\section*{RHF, UHF, projected UHF or full CI for stretched H$_2$: work against accuracy}

\subsection*{The model}
Each proton carries one hydrogen 1s function, $a$ or $b$, of fixed exponent $1/a_0$, with $a_0=52.92$ pm. The nuclei are clamped at distance $R=\rho a_0$. Energies are multiples of $E_h=e^2/4\pi\varepsilon_0a_0=4.360\times10^{-18}$ J, or 2625.5 kJ/mol, and $E(\mathrm H)=-E_h/2$ is exact in this basis. Orbitals are real, $(pq|rs)$ is the repulsion between the densities $pq$ and $rs$, and spin is in units of $\hbar$. The integrals have closed forms (in $E_h$, except the overlap $S$):
\begin{align}
S&=e^{-\rho}(1+\rho+\rho^2/3),\qquad S'=e^{\rho}(1-\rho+\rho^2/3),\nonumber\\
h_{aa}&=-\tfrac12-\tfrac1\rho+e^{-2\rho}(1+\tfrac1\rho),\qquad h_{ab}=-\tfrac S2-e^{-\rho}(1+\rho),\nonumber\\
U&=(aa|aa)=\tfrac58,\qquad V=(aa|bb)=\tfrac1\rho-e^{-2\rho}\big(\tfrac1\rho+\tfrac{11}8+\tfrac{3\rho}4+\tfrac{\rho^2}6\big),\nonumber\\
L&=(aa|ab)=\rho e^{-\rho}+\big(\tfrac18+\tfrac5{16\rho}\big)(e^{-\rho}-e^{-3\rho}),\nonumber\\
5X&=5(ab|ab)=e^{-2\rho}\big(\tfrac{25}8-\tfrac{23\rho}4-3\rho^2-\tfrac{\rho^3}3\big)\nonumber\\
&\quad+\tfrac6\rho\big[S^2(\gamma+\ln\rho)+2SS'E_1(2\rho)-S'^2E_1(4\rho)\big],
\end{align}
with Euler's constant $\gamma$ and $E_1(x)=\int_x^\infty t^{-1}e^{-t}\,dt$. For $g,u=(a\pm b)/\sqrt{2(1\pm S)}$ and $h_{g,u}=(h_{aa}\pm h_{ab})/(1\pm S)$, the configurations $g^2$, $u^2$ and the triplet $gu$ have energies
\begin{align}
E_{g,u}&=2h_{g,u}+\frac{U+V\pm4L+2X}{2(1\pm S)^2}+\frac{E_h}{\rho},\nonumber\\
E_T&=h_g+h_u+\frac{V-X}{1-S^2}+\frac{E_h}{\rho},\qquad K=(gu|gu)=\frac{U-V}{2(1-S^2)}.
\end{align}
$K$ couples $g^2$ to $u^2$, and inversion symmetry decouples the singlet $gu$. With $\bar E=(E_g+E_u)/2$ and $\Delta=(E_u-E_g)/2$, the $2\times2$ problem gives the model's exact (full CI) singlet:
\begin{equation}
E_0=\bar E-\sqrt{\Delta^2+K^2}.
\end{equation}

\subsection*{How the deviations behave}
\textbf{Predict.} Let $S,L,X,h_{ab}\to0$ in $E_g$. Does the RHF energy reach $2E(\mathrm H)$?

It does not. Two attractions to the far nucleus, half of $U+V$ and the nuclear repulsion add to
\begin{equation}
E_{\rm RHF}\to2E(\mathrm H)+\tfrac12(aa|aa)-\frac{e^2}{8\pi\varepsilon_0R},
\end{equation}
because $g^2$ is half ionic, H$^+$H$^-$. The deviation $\delta_{\rm RHF}=\sqrt{\Delta^2+K^2}-\Delta$ tends to $K$ and rises to $5E_h/16$, or 820.5 kJ/mol. With a free exponent $\zeta/a_0$ the limit is $(\zeta^2-2\zeta+5\zeta/16)E_h$, lowest at $\zeta=27/32$, and still 756.4 kJ/mol too high.

UHF takes $g\cos\theta+u\sin\theta$ for spin up and $g\cos\theta-u\sin\theta$ for spin down. The determinant is $\cos^2\theta\,|g^2\rangle-\sin^2\theta\,|u^2\rangle$ plus an $M_S=0$ triplet of weight $2\sin^2\theta\cos^2\theta$. Put $y=\cos2\theta$ and $\epsilon=\bar E-K-E_T$:
\begin{equation}
E(y)=\bar E-K-\tfrac12\epsilon-\Delta y+\tfrac12(2K+\epsilon)y^2,\qquad\langle S^2\rangle=1-y^2 .
\end{equation}

\textbf{Predict.} When does the minimum leave the RHF point $y=1$?

The stationary point is $y=\Delta/(2K+\epsilon)$, allowed only below 1. The ratio is 1.26 at $\rho=2$ and 0.57 at $\rho=3$, so the Coulson--Fischer point lies between. At large $R$, $\Delta$ is of first order and $\epsilon$ of second order in $e^{-\rho}$, times slowly varying factors. The singlet--triplet gap is $G=E_T-E_0\approx\Delta^2/2K-\epsilon$, and
\begin{equation}
\delta_{\rm UHF}\approx\frac{\Delta^2}{4K}-\frac\epsilon2\approx\frac G2\sim e^{-2\rho}.
\end{equation}
As $y\to0$ the orbitals become $a$ and $b$, and $E_{\rm UHF}\to2E(\mathrm H)$. The price is spin. For spin-pure high-spin fragments with $m_A=s_A$ and $m_B=-s_B$, the transverse part of $\mathbf S_A\cdot\mathbf S_B$ averages to zero, so
\begin{equation}
\langle S^2\rangle=s_A(s_A+1)+s_B(s_B+1)-2s_As_B=(s_A-s_B)^2+s_A+s_B,
\end{equation}
which is 1 for two H atoms: half singlet, half triplet.

\textbf{Predict.} Remove the triplet and keep the UHF value of $y$. Which order in $e^{-\rho}$ survives?

With $s=\langle S^2\rangle$ the triplet weight is $s/2$. Its energy $E_T$ comes from a separate $M_S=1$ calculation, which in this basis has no freedom to relax. Writing $y=\tan(\varphi/2)$,
\begin{equation}
E_P=E_{\rm UHF}-\frac{s\,(E_T-E_{\rm UHF})}{2-s}=\bar E-\Delta\sin\varphi-K\cos\varphi .
\label{proj}
\end{equation}
The exact state has $\tan\varphi_0=\Delta/K$, hence $\delta_P=\sqrt{\Delta^2+K^2}\,[1-\cos(\varphi-\varphi_0)]$. Expanding both angles gives $\varphi-\varphi_0\approx\Delta G/2K^2$, and
\begin{equation}
\delta_P\approx\frac{\Delta^2G^2}{8K^3}\sim e^{-6\rho}.
\end{equation}
The unexpanded formulas give, in kJ per mole of H$_2$, at $\rho=2,3,4,5$:
\begin{center}
\begin{tabular}{cccccc}
$R$/pm & $E_0-2E(\mathrm H)$ & $\delta_{\rm RHF}$ & $\delta_{\rm UHF}$ & $\delta_P$ & $\langle S^2\rangle_{\rm UHF}$\\\hline
105.8 & $-284.6$ & 72.4 & 72.4 & 72.4 & 0\\
158.8 & $-122.7$ & 167.9 & 81.4 & 10.3 & 0.675\\
211.7 & $-33.5$ & 308.3 & 26.4 & 0.19 & 0.930\\
264.6 & $-7.3$ & 442.3 & 6.08 & 0.002 & 0.985
\end{tabular}
\end{center}
In the last row $G/2$ is 6.17 kJ/mol, close to $\delta_{\rm UHF}$.

\subsection*{How the work grows}
Take $n$ such molecules, far enough apart not to interact, with $m=2n$ basis functions and $2n$ electrons. The exact energy is $nE_0$, and the RHF and UHF deviations per molecule stay those of the table. So does $\delta_P$, if the correction in Eq.~(\ref{proj}) is summed over molecules, each term coming from a UHF run with that one molecule made triplet. Work is counted in multiply-adds for a dense program blind to this separability, so the copies stand in for $n$ bonds broken at once. The evaluation of integrals is common to all methods and left out.

Let $P^\uparrow,P^\downarrow$ be the spin density matrices and $\mathcal J,\mathcal K$ the Coulomb and exchange maps. Then
\begin{equation}
F^{\uparrow,\downarrow}=h+(\mathcal J-\tfrac12\mathcal K)[P^\uparrow+P^\downarrow]\mp\tfrac12\mathcal K[P^\uparrow-P^\downarrow].
\end{equation}

\textbf{Predict.} What does UHF cost relative to RHF per iteration?

Each map is a symmetric $p\times p$ matrix on the $p=m(m+1)/2$ index pairs. It costs $p^2$ per use and $p(p+1)/2$ stored numbers. RHF has $P^\uparrow=P^\downarrow$, one map and one diagonalisation; UHF has two of each. Assume $10m^3$ per diagonalisation with its transformations, and assume 20 iterations for every method. The $m^3$ term is kept because it exceeds $p^2$ at the sizes tabulated below.
\begin{equation}
W_{\rm RHF}=20(p^2+10m^3),\qquad W_{\rm UHF}=2W_{\rm RHF},\qquad W_P=2(n+1)W_{\rm RHF}.
\end{equation}
At large $n$ these grow as $80n^4$, $160n^4$ and $160n^5$. The projection runs are sequential, so its memory equals that of UHF.

Full CI at $M_S=0$ has $D=\binom{2n}{n}^2\approx16^n/\pi n$ determinants. Each couples to itself, to $2n^2$ single, $n^4$ opposite-spin double and $2\binom n2^2$ same-spin double excitations. A Lanczos step costs $D$ times that count and holds three vectors. Four quarter-transformations to orthonormal orbitals cost $m^5$ each, once:
\begin{equation}
W_{\rm CI}=4m^5+20D\Big[1+2n^2+n^4+2\tbinom n2^2\Big]\to\frac{30}{\pi}n^316^n,
\end{equation}
with memory $p(p+1)/2+3D$.
\begin{center}
\begin{tabular}{c|cccc|ccc}
 & \multicolumn{4}{c|}{work} & \multicolumn{3}{c}{stored numbers}\\
$n$ & RHF & UHF & projected & full CI & RHF & UHF, proj. & full CI\\\hline
2 & $1.5\times10^4$ & $3.0\times10^4$ & $8.9\times10^4$ & $2.4\times10^4$ & 55 & 110 & 163\\
3 & $5.2\times10^4$ & $1.0\times10^5$ & $4.2\times10^5$ & $9.8\times10^5$ & 231 & 462 & 1431\\
5 & $2.6\times10^5$ & $5.2\times10^5$ & $3.1\times10^6$ & $1.1\times10^9$ & 1540 & 3080 & 192052\\
10 & $2.5\times10^6$ & $5.0\times10^6$ & $5.5\times10^7$ & $9.7\times10^{15}$ & 22155 & 44310 & $1.0\times10^{11}$
\end{tabular}
\end{center}

\subsection*{Choosing}
\textbf{Predict.} For $n\ge3$, fill in the cheapest method that meets 100, 20 and 4 kJ/mol per bond at each distance.

The work rises in the order RHF, UHF, projected, full CI, so the first method under the tolerance wins:
\begin{center}
\begin{tabular}{c|ccc}
$R$/pm & 100 kJ/mol & 20 kJ/mol & 4 kJ/mol\\\hline
105.8 & RHF & full CI & full CI\\
158.8 & UHF & projected & full CI\\
211.7 & UHF & projected & projected\\
264.6 & UHF & UHF & projected
\end{tabular}
\end{center}
For $n=2$ the order changes. Full CI needs 3.8 times less work than projection and about as much as UHF, so it is the choice whenever RHF fails. At $n=3$ it needs only 2.3 times the work of projection. This crossover moves with the two assumed constants; the gap at $n=10$ is far too wide to be affected.

\textbf{Predict.} With $n=10$, what do budgets of $3\times10^6$, $10^7$ and $10^8$ multiply-adds buy at 211.7 pm?

They admit RHF, UHF and projected UHF, with deviations 308.3, 26.4 and 0.19 kJ/mol per bond. More work buys nothing among these four methods until $9.7\times10^{15}$, and a store of $10^9$ numbers excludes full CI anyway. At 105.8 pm all three budgets give 72.4 kJ/mol, so RHF is the choice: inside the Coulson--Fischer point there is no broken spin symmetry to exploit. For $n=5$, a budget of $2\times10^9$ multiply-adds and $2\times10^5$ numbers holds full CI and removes the deviation at every distance.

\subsection*{Limits of the model}
UHF reaches its lower solution only from a start with $P^\uparrow\ne P^\downarrow$. Pairwise projection is exact as a projection here because the molecules do not interact and the triplet cannot relax; coupled bonds or a larger basis make it approximate. Integral screening would lower the mean-field counts for well-separated fragments.

All energies are the model's. Its fixed-exponent basis underbinds: the full CI well is about a third shallower than the typical H$_2$ depth of roughly 460 kJ/mol. It also lacks dispersion. With a typical $C_6\approx6.5\,E_ha_0^6$ for two H atoms, the undamped term $C_6/R^6$ is 1.1 kJ/mol at 264.6 pm, far above $\delta_P$ there. Once projection has brought the deviation below about 1 kJ/mol, further effort belongs in a larger basis with correlation, and full CI in the minimal basis gains nothing useful.